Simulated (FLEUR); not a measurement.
# MnHg (CsCl type): energy difference between two magnetic orders and Mn moments against Fermi-Dirac smearing width, PBEsol all-electron level

A magnetic layer is often screened by the energy needed to turn neighbouring moments from parallel to antiparallel, since that energy feeds models of its ordering temperature and stiffness. In a metal the calculated value depends on the smearing width, a numerical setting that also acts as an electronic temperature. We examine how strongly it does so in CsCl-type MnHg, at the measured cell with the atoms held. The energy difference is the free energy of the antiparallel order less that of the parallel order, per Mn atom, so a positive value favours parallel moments. The two orders are a test pair, and the sign does not identify the ground order. The moments are those inside the Mn muffin-tin spheres.

## Method

MnHg (CsCl type): the measured cell (COD), atoms held. First order: parallel (+); second order: antiparallel (+-, cell doubled at q=(0,1/2,1/2)). FLEUR MaX-R8.1, all-electron FLAPW in bulk geometry, scalar-relativistic valence, PBEsol, basis cutoff 3.6 1/bohr, density cutoff 10.8 1/bohr, Fermi-Dirac smearing of 0.02 to 0.5 eV, muffin-tin radii Mn 2.64, Hg 2.64 bohr. Local moments are those inside the muffin-tin spheres. Collinear spins without spin-orbit coupling. Meshes 8x8x8 and 8x4x8 for the two orders. The same in all rows: Kohn-Sham band gap of the second order on its k-point mesh; set to zero under 0.1 eV or twice the smearing width (level spacings that a finite mesh gives in a metal), blank from there to 0.3 eV, where the mesh cannot tell: 0.00 eV.

Notes on method and selection:

- Each run ends in the state reached from its typed start, which may not be the lowest.
- The two orders are a test pair; neither need be the ground order.
- Rungs on which an order lost its pattern or the two orders differ in character are left out.
- Runs that did not converge, have known faults or may not be shown are not listed, and runs on Ansatz's PAW sets soft_1 and soft_2 are kept to separate tables.

Columns:

- energy difference (meV): free energy of the second order less the first, per magnetic atom.
- moment, first order (μB): largest sphere moment in the first order.
- moment, second order (μB): largest sphere moment in the second order.

## Computed values

| member | smearing width (eV) | energy difference (meV) | moment, first order (μB) | moment, second order (μB) |
| --- | --- | --- | --- | --- |
| smearing width 0.02 eV | 0.02 | 68.66 | 3.932 | 3.925 |
| smearing width 0.05 eV | 0.05 | ? | ? | ? |
| smearing width 0.12 eV | 0.12 | 62.39 | 3.901 | 3.911 |
| smearing width 0.25 eV | 0.25 | 50.93 | 3.817 | 3.835 |
| smearing width 0.5 eV | 0.50 | 20.07 | 3.385 | 3.378 |

Cells marked ? are withheld until the estimate has been made.

## Why the values move as they do

The parallel order is lower in every row shown, but its advantage shrinks from 68.66 meV at 0.02 eV to 20.07 meV at 0.5 eV. The fall steepens with width: (68.66 − 62.39) / 0.10 = 62.7 meV per eV between the first two shown widths, and (50.93 − 20.07) / 0.25 = 123 meV per eV between the last two.

At fixed atoms, the slope of a self-consistent free energy against the Fermi-Dirac width is minus the electronic entropy in units of k_B. The falling difference therefore means that the antiparallel order has the larger entropy, by 0.12 k_B per Mn on average over the last interval. A higher density of states near its Fermi level would produce this, though no density of states is shown in the table.

The moments fall as well, by 0.547 μB in each order between the narrowest and the widest smearing. Broader occupation empties some majority-spin d states and fills minority-spin ones; the smaller moment then reduces the exchange splitting, which makes further transfer easier. In each row the two orders agree within 0.02 μB, so the energy difference does not come from a markedly larger Mn moment in one of them.

Nor does the shrinking moment account for the whole fall. If the energy difference scaled as the moment squared, the widest smearing would give 68.66 × (3.385 / 3.932)² = 50.9 meV, far above the calculated 20.07 meV. The rest must come from what this scaling leaves out, such as the different thermal filling of the bands in the two orders.

For screening, a width of 0.12 eV lowers the difference by 6.27 meV, or 9 %, from its value at 0.02 eV. A width of 0.5 eV removes about 70 % of it and describes electrons at roughly 6000 K, so it is unsuitable for a room-temperature exchange energy.

## An estimate before looking

Plain estimates from the members shown:

- smearing width 0.05 eV, straight-line interpolation between smearing width 0.02 eV and smearing width 0.12 eV: w = (0.05 − 0.02) / (0.12 − 0.02) = 0.300, so 68.66 + 0.300 × (62.39 − 68.66) = 66.78 meV

The straight line between the neighbouring widths gives 66.78 meV. It should lie slightly low, because the energy difference falls more steeply as the width grows, and a curve of that shape runs above its chord. We therefore use a parabola through the rows at 0.02, 0.12 and 0.25 eV.

The two successive slopes are −62.70 and −88.15 meV per eV, which give a curvature coefficient of (−88.15 + 62.70) / (0.25 − 0.02) = −110.7 meV per eV². The shift from the straight line is −110.7 × (0.05 − 0.02) × (0.05 − 0.12) = +0.23 meV, and the estimate is 66.78 + 0.23 = 67.01 meV.

The same route can be tried on the row at 0.12 eV. A parabola through the other three shown rows, each weighted by differences between the widths, gives 68.66 × (0.13 × 0.38) / (0.23 × 0.48) + 50.93 × (0.10 × 0.38) / (0.23 × 0.25) − 20.07 × (0.10 × 0.13) / (0.48 × 0.25) = 62.21 meV there, against 62.39 meV calculated; a straight line between 0.02 and 0.25 eV gives 68.66 + (50.93 − 68.66) × 0.10 / 0.23 = 60.95 meV.

That single miss of 0.18 meV is too small to serve as the error. At small widths the free energy of a metal should vary as the width squared, and such a form through the rows at 0.02 and 0.12 eV gives 68.66 − 6.27 × (0.05² − 0.02²) / (0.12² − 0.02²) = 67.72 meV. Its distance from the parabola, 0.7 meV, is taken as one standard deviation.

**Committed estimate, smearing width 0.05 eV: energy difference = 67.0 ± 0.7 meV.**

## How the estimate fared

| member | smearing width (eV) | energy difference (meV) | moment, first order (μB) | moment, second order (μB) |
| --- | --- | --- | --- | --- |
| smearing width 0.05 eV | 0.05 | 66.66 | 3.926 | 3.922 |

| member | estimate | energy difference (meV) | computed | estimate − computed | miss in error bars |
| --- | --- | --- | --- | --- | --- |
| smearing width 0.05 eV | committed | 67.00 | 66.66 | +0.34 | 0.5 |
| smearing width 0.05 eV | interpolation | 66.78 | 66.66 | +0.12 |  |

The estimate of 67.0 ± 0.7 meV lies 0.34 meV above the calculated 66.66 meV. That is inside its error bar, but the straight line did better, with a miss of +0.12 meV.

The argument for a shift above the straight line failed in sign. The difference falls by 2.00 / 0.03 = 66.7 meV per eV from 0.02 to 0.05 eV and by 4.27 / 0.07 = 61.0 meV per eV from there to 0.12 eV, so the steepening we described does not begin until wider smearing. The form quadratic in the width, which set our error bar, fares worst: its 67.72 meV is 1.06 meV too high.

These slopes mean an entropy excess of the antiparallel order of 0.06 to 0.07 k_B per Mn, averaged over each interval. With a smooth density of states it would shrink in proportion to the width. Here the two averages are nearly equal, and although the excess at 0.02 eV itself is clearly smaller than at 0.05 eV, it shrinks by less than that proportion. A possible reason is the finite k-point mesh: where levels of the antiparallel order coincide at the Fermi energy, their partial filling leaves entropy even at very small widths. A denser mesh would test this.

## Outliers

The row at 0.5 eV stands apart. Continuing the average slope between 0.02 and 0.12 eV would give 68.66 − 62.7 × 0.48 = 38.6 meV there, and the calculated value is lower by 38.6 − 20.07 = 18.5 meV. The row at 0.25 eV departs in the same direction, by only 3.3 meV.

The direct cause is a larger entropy excess of the antiparallel order, about 0.12 k_B per Mn over the last interval. The moments change most there too: the parallel order loses 3.817 − 3.385 = 0.432 μB of its total fall of 0.547 μB. Yet this loss is not what enlarges the entropy excess. The computed entropies show the excess rising strongly between 0.12 and 0.25 eV, where that moment falls by only 3.901 − 3.817 = 0.084 μB, and nearly the same at 0.5 eV as at 0.25 eV. What raises it remains open; the levels of both orders around the Fermi energy would have to be compared.

## Closing remarks

From 0.02 to 0.5 eV the parallel order stays below the antiparallel one, while wider smearing reduces both the energy difference and the moments. Straight-line interpolation between neighbouring rows misses by 0.1 meV at 0.05 eV, 1.2 meV at 0.12 eV and 3.0 meV at 0.25 eV, so it serves well only at narrow widths.

For screening, going from 0.02 to 0.05 eV costs 2.00 meV per Mn, or 2.00 / 0.0862 = 23 K in temperature units, and changes the moments by less than 0.01 μB. This is a loss of free energy, as are the 9 % at 0.12 eV and the 70 % at 0.5 eV that we gave before the estimate; we should have said there that much of such a loss can be corrected. The mean of the free energy and the internal energy, which lacks the entropy term, is a common estimate of the energy at zero width. The difference between the orders formed from this mean falls only slightly up to 0.25 eV, where the free-energy difference has lost (68.66 − 50.93) / 68.66 = 26 %; at 0.5 eV it too is clearly reduced. We would keep the width at or below 0.05 eV where the free energy itself is used. With the mean, widths up to 0.25 eV can serve for a rough screening, though the moment of the parallel order is by then 3.932 − 3.817 = 0.115 μB smaller. Either way the k-point mesh should be checked at the chosen width.

Of the omitted physics, a Hubbard U of a few eV on Mn could shift the energy difference by tens of meV, comparable to the table's spread of 48.59 meV. Its sign is uncertain in a metal, though it would probably raise the moments by a few tenths of a μB.

[On method and selection: Rungs on which an order lost its pattern, or whose Hubbard shells or moments differ strongly between the orders, are left out.]
